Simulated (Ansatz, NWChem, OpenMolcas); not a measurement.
## A small benchmark: dipole moment

8 molecules without hydrogen; the dipole moment in D, computed less measured. Shapes, held fixed at every level: PBE0-D4/def2-TZVP; CS, PN, SiS at the measured bond length. No vibrational averaging. Dipoles are compared by magnitude; molecules under 1 D, whose direction can flip, are left out. Programs: Ansatz 0.2.0, NWChem 7.3.0, OpenMolcas 26.06. A level may come from different programs for different species; with the same settings they agree closely. Measured values: NIST CCCBDB.

Levels: A = HF/def2-SVP; B = PBE0/def2-SVP; C = B3LYP/6-31G* (Cartesian functions).

| molecule | measured | A | B | C |
| --- | --- | --- | --- | --- |
| CS (carbon monosulfide) | 1.98 | -0.49 | -0.18 | -0.41 |
| PN (phosphorus nitride) | 2.75 | +0.21 | -0.21 | -0.29 |
| SiS (SMILES [Si-]#[S+]) | 1.73 | +0.36 | -0.21 | +0.02 |
| SO2 (sulfur dioxide) | 1.63 | +0.66 | +0.12 | +0.08 |
| PF3 (phosphorus trifluoride) | 1.03 | +0.52 | +0.07 | -0.05 |
| SCl2O2 (sulfuryl chloride) | 1.81 | +0.48 | -0.18 | -0.33 |
| SO2F2 (sulfuryl fluoride) | 1.12 | +0.01 | -0.08 | +0.06 |
| C2F3N (cyanotrifluoromethane) | 1.33 | -0.16 | -0.05 | +0.15 |

Sum up the errors.


| level | kind | mean error | mean absolute error | worst case |
| --- | --- | --- | --- | --- |
| HF/def2-SVP | Hartree–Fock | +0.199 | 0.361 | SO2 |
| PBE0/def2-SVP | global hybrid | -0.090 | 0.138 | PN |
| B3LYP/6-31G* (Cartesian functions) | global hybrid | -0.096 | 0.174 | CS |

On this set PBE0/def2-SVP has the smallest mean absolute error and HF/def2-SVP the largest. HF/def2-SVP is too high in 6 of 8; PBE0/def2-SVP is too low in 6 of 8. The tabulated value of C2F3N is in doubt (older tables, estimates, or at odds with other calculations) and kept here. Over the 7 molecules whose values aren't doubted the mean absolute errors are A 0.390; B 0.150; C 0.177. The smallest two are near a tie. The set is small.

Hartree–Fock exaggerates most of these dipoles, most strongly in SO2, because without electron correlation the bonds come out too ionic. Correlation mixes in antibonding configurations and returns charge to the more electropositive atom. CS and C2F3N break the pattern, but CS probably has the same cause. Its dipole points with carbon negative, so excess charge on sulfur shrinks the moment, whereas in SiS, where sulfur is the negative end, it enlarges it. The near-perfect Hartree–Fock value for SO2F2 is probably fortuitous, since the S–O and S–F bond contributions partly oppose each other and their errors can cancel.

Both hybrids remove much of the excess polarity, yet both fall short for CS, PN and SCl2O2. This suggests a shared limitation, possibly the small basis sets, which lack diffuse functions and describe polarization around second-row atoms only crudely. Because PBE0 and B3LYP are paired with different basis sets, their differences can't be assigned to the functional alone.
